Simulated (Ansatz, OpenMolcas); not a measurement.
How basis sets differ on CH7BSi (SMILES CB[SiH3])

CH7BSi: 10 atoms, total charge 0, spin state singlet. SMILES: `CB[SiH3]`. The shape is that of a PBE0-D4/def2-TZVP optimisation.

```xyz
10

C    -1.0879    0.9750   -0.5769
B     0.1120    0.0003   -0.6899
Si    1.0141   -0.8831    0.8848
H    -1.9584    0.3075   -0.7162
H    -1.1579    1.7122   -1.3800
H    -1.2286    1.4541    0.3934
H     0.5168   -0.2882   -1.7837
H     1.1542   -2.3541    0.6855
H     0.3249   -0.6542    2.1867
H     2.3937   -0.3208    0.9993
```

Quantity: the dipole moment, in D. The values are calculated.

```
            level          kind     program  value (D)  CPU time
      HF/ANO-L-MB  Hartree–Fock  OpenMolcas       0.78     1.6 s
HF/ANO-R0 (sfX2C)  Hartree–Fock  OpenMolcas       1.90     3.9 s
        HF/STO-3G  Hartree–Fock  OpenMolcas       0.66       5 s
         HF/3-21G  Hartree–Fock      Ansatz       1.16     1.5 s
      HF/def2-SVP  Hartree–Fock      Ansatz       1.23     6.2 s
     HF/6-311+G**  Hartree–Fock  OpenMolcas       1.14      39 s
```

The values span 0.66 to 1.90 D. Magnitudes only. Sets without polarisation functions give poor dipoles. CPU times are rough (shared hosts, several kinds of processor and program).

The three minimal sets scatter from 0.66 to 1.90 D, whereas the split-valence and larger sets lie between 1.14 and 1.23 D. With only one function per valence orbital, a minimal set cannot adjust its radial extent to the charge on each atom. That matters here because hydrogen is hydridic towards both silicon and boron, and boron's formally empty p orbital accepts density from neighbouring bonds. The total moment is a vector sum of partly opposing bond contributions, so modest errors in charge distribution can change it strongly.

The outlying ANO-R0 value probably reflects its contraction more than the scalar-relativistic Hamiltonian, since such effects are small for elements this light, though the two are not separated here. The closeness of 3-21G to 6-311+G** suggests cancellation of errors rather than a converged description, and cost is no guide to accuracy among the small sets. Agreement among the larger sets concerns the Hartree–Fock dipole only and leaves the effect of electron correlation open.
